Problem: the polarisability of a 3s² core from Al to Cr11+

From Al to Cr11+ the nuclear charge Z less than doubles, yet the core's dipole polarisability falls about 55-fold and its quadrupole polarisability about 990-fold. The core polarisability α₁ is the dipole induced per unit static field, and the core quadrupole polarisability α₂ is the matching response to a field gradient. Both come from the random-phase approximation (RPA) on Dirac-Hartree-Fock orbitals and belong to the closed 12-electron core without the 3p electron. The Al row thus describes Al⁺, and each core carries one unit more than the listed charge.

B-spline many-body code 1: static core polarisabilities in the random-phase approximation (RPA) on frozen-core Dirac-Hartree-Fock orbitals, with the no-pair Dirac-Coulomb Hamiltonian and a B-spline basis. The polarisabilities are those of the closed core [Ne] 3s² without the outer 3p electron; the charge is that of the 13-electron species.

```
species   Z  charge (e)  core polarisability (bohr³)  core quadrupole polarisability (bohr⁵)
     Al  13           0                        26.25                                   129.1
    P2+  15           2                        7.082                                   13.41
    S3+  16           3                        4.459                                   6.042
   Cl4+  17           4                        3.008                                   3.065
   Ar5+  18           5                        2.132                                   1.694
    K6+  19           6                        1.569                                  0.9990
   Ca7+  20           7                        1.189                                  0.6199
   Sc8+  21           8                       0.9233                                  0.4009
   Ti9+  22           9                       0.7309                                  0.2683
   V10+  23          10                       0.5883                                  0.1848
  Cr11+  24          11                       0.4803                                  0.1305
```

(a) Derive how α₁ and α₂ scale with Z at high charge, and test the result on Cr11+.

Solution. In second-order perturbation theory the response of multipole order L is a sum over excitations of the 3s pair:

α_L ∝ Σ |⟨3s| r^L |nl⟩|² / ΔE

A screened nuclear charge Z − s sets the size of the n = 3 shell, r ∝ 1/(Z − s), so the numerator scales as (Z − s)^(−2L). The standard main channels stay within the shell, 3s→3p for the dipole and 3s→3d for the quadrupole. These levels are degenerate in a pure Coulomb field and are split only by electron repulsion, which scales as 1/r, so ΔE ∝ (Z − s). The radius and the gap do not in fact share one screening constant, so a single s is a compromise that becomes exact only at large Z. The result is

α₁ = A (Z − s)⁻³ and α₂ = B (Z − s)⁻⁵

Excitations out of the shell have ΔE ∝ (Z − s)² and would give the powers −4 and −6.

The model says that α₁^(−1/3) and α₂^(−1/5) are straight lines in Z. It is the leading term at high charge, so the lines were fitted to the six rows K6+ to Cr11+, by least squares on the relative deviation of these roots. The dipole line has A = 1734 bohr³ and s = 8.66, two constants that trade against each other and serve only to describe the curve. For Cr11+, which was part of the fit:

α₁ = 1734 / (24 − 8.66)³ = 1734 / 3610 = 0.480 bohr³

The table has 0.4803 bohr³. Over the six rows the table departs from the lines by at most 0.04% for the dipole and 0.17% for the quadrupole, relative to the model. The out-of-shell powers, fitted in the same way, each miss by almost 0.8%.

A second test needs no screening constant. The same calculations give the mean radius r of the 3p1/2 orbital for eight of the ions, from 1.662 bohr in S3+ to 0.776 bohr in Cr11+. Straight-line fits of ln α against ln r have slopes 2.93 and 5.04, close to the in-shell powers. This is weak support. The 3p orbital shrinks faster along the series than 3s, whose radius would give steeper slopes, so the closeness to 3 and 5 is partly luck. It still leaves a handy empirical rule: in these eight ions α₁ equals r³ to about 3%.

(b) Does any row break the pattern? Size each departure and name its cause.

Solution. A break would be a row that disagrees with its own neighbours. Each row from S3+ to Ti9+ was therefore predicted by a cubic through the two rows on either side, using the roots of part (a). From Cl4+ to Ti9+ the misses stay below 0.03% in both columns, and each is smaller than what rounding to four figures allows for that row. Ar5+ is among them, although a Brueckner orbital in that run differs strongly from its Dirac-Fock start; that warning, which Al and P2+ share, concerns the orbitals open to the outer electron, which do not enter the core response.

S3+ alone exceeds its rounding limit, by a miss of 0.07% against 0.035% in the dipole and 0.16% against 0.047% in the quadrupole. Its cubic leans on Al, three units of Z away, where the curve bends most. The natural reading is that the interpolation falls short there, not that sulfur is special.

The large departure is Al, which was not in the fit:

α₁(line) = 1734 / (13 − 8.66)³ = 1734 / 81.7 = 21.2 bohr³

The table's 26.25 bohr³ lies 24% above this, and the quadrupole value lies 28% above its own line. The dipole excess builds up steadily, through 1.65% at S3+ and 4% at P2+. Al is the end of a curve that bends, not a row that jumps.

Theory puts the bend down to screening that is not constant. A 3s electron far out sees only the net charge Z − 11, which is 2 in Al⁺, so the orbital is more diffuse than the high-charge line implies, and corrections in 1/(Z − 11) are largest there. Little is needed, because a small Z − s is cubed: the table value corresponds to (1734/26.25)^(1/3) = 4.04 in place of 4.34. Adding a term c/(Z − 11) to the line and refitting all eleven rows brings the dipole column within 0.17% of the model. One smooth term is thus enough to describe the bend, but Al helped to fix c, so its good agreement is no prediction.

A much weaker bend in the other direction appears at the top. The step in α₂^(−1/5) per unit of Z shrinks to 0.1002 at Ca7+ and grows again to 0.1010 at Cr11+, beyond rounding, and the step in α₁^(−1/3) grows from 0.08319 at Ti9+ to 0.08348 at Cr11+. Relativity acts this way, since it contracts and lowers 3s, and (Zα)², with α the fine-structure constant, has reached 0.03 at Cr11+. A further Z³ term improves the all-row quadrupole fit from 0.60% to 0.17%, but leaves the worst dipole miss practically unchanged. Relativity is thus a plausible cause, not a demonstrated one: the dipole column gives the extra term little support, and every run here is relativistic, so its share cannot be separated from higher-order screening. Repeating the core calculations without relativity would decide it. Whatever the cause, the lines of part (a) were fitted close to the minimum of the step, where the curve bends least, so they should not be extrapolated far.

(c) Why is the trend so smooth, and where should a break be looked for?

Solution. A kink in a polarisability needs either a change of configuration or a denominator ΔE that comes close to zero. Here the core is the same closed ¹S₀ shell in every row, the field is static, and every excitation leads upward across a gap that widens with Z. The orbital size and the gaps change at different rates, but both change smoothly. The filling of 4s and 3d in neutral K, Ca and Sc plays no part, because these ions hold no such electrons.

Smoothness says nothing about accuracy. RPA treats the strong mixing of 3s² with 3p² only in part, and the accepted value for Al⁺, roughly 24 bohr³ as a recalled figure, puts the table about 9% high there. Both the mixing element and the 3s²–3p² gap grow in proportion to Z − s, so the mixing persists at high charge. The error should then run smoothly along the series, where a neighbour test does not see it, and the 24% of part (b) is a property of the calculated values.

Breaks are to be sought where the conditions above fail, and adding the 3p electron does that. The polarisabilities of the 3p1/2 state from the same calculations, less closely checked than the table, are 1.97 times the core value in Al but 0.991 times it in S3+ and 0.890 in Cr11+. In the neutral atom the 3p electron is loosely bound and diffuse, and it roughly doubles the response, although the calculated value for Al lies 10.6% below the recommended 57.8 bohr³. The factor for Al is therefore only rough. The 3p1/2 orbital itself is not the weak point, since its Brueckner form overlaps the Dirac-Fock start by 0.9983. The d states, to which the field couples 3p, change far more: for 4d the overlap is only 0.873. A core with an outer s² shell is also soft, which strains the picture of one electron outside a closed core. In the ions the 3p electron is compact, and by occupying a 3p orbital it partly blocks the 3s→3p channel, so the ion is less polarisable than its core in each of the eight ions compared.

The valence results also contain a row that disagrees with its neighbours. At V10+ the ratio of the 3p1/2 value to the core value lies 0.7% above the mean of Ti9+ and Cr11+, and the same ratio for the tensor part of 3p3/2 lies 3% below. The core value of V10+ sits on its line to 0.02%, so the irregularity belongs to the valence treatment. The channel can be located. For 3p3/2, neglecting fine structure, s states add S to the scalar part and −S to the tensor part, while d states add D and −D/10. Solving for S gives a negative term of about a fifth of the core value in all eight ions, which is the blocked 3s→3p strength. At V10+ this term is about 3% smaller in size than at both neighbours, while D stays much closer to its trend. The irregularity thus sits mostly in the s channel, and there the 4s orbital is at fault. With the screened correlation potential, the 4s orbital of V10+ is anomalous: its overlap with the Dirac-Fock start is 0.994, and the 3p–4s dipole element comes out at 0.296 atomic units, against 0.211 in RPA. The positive 4s term is then too large and cancels more of the negative one, which accounts for the shift in S. No s level lies close to 3p, so the polarisability sum itself has no small denominator. The anomaly suggests one a step earlier, a near-degeneracy in the correlation potential that shapes 4s, though this is not shown.
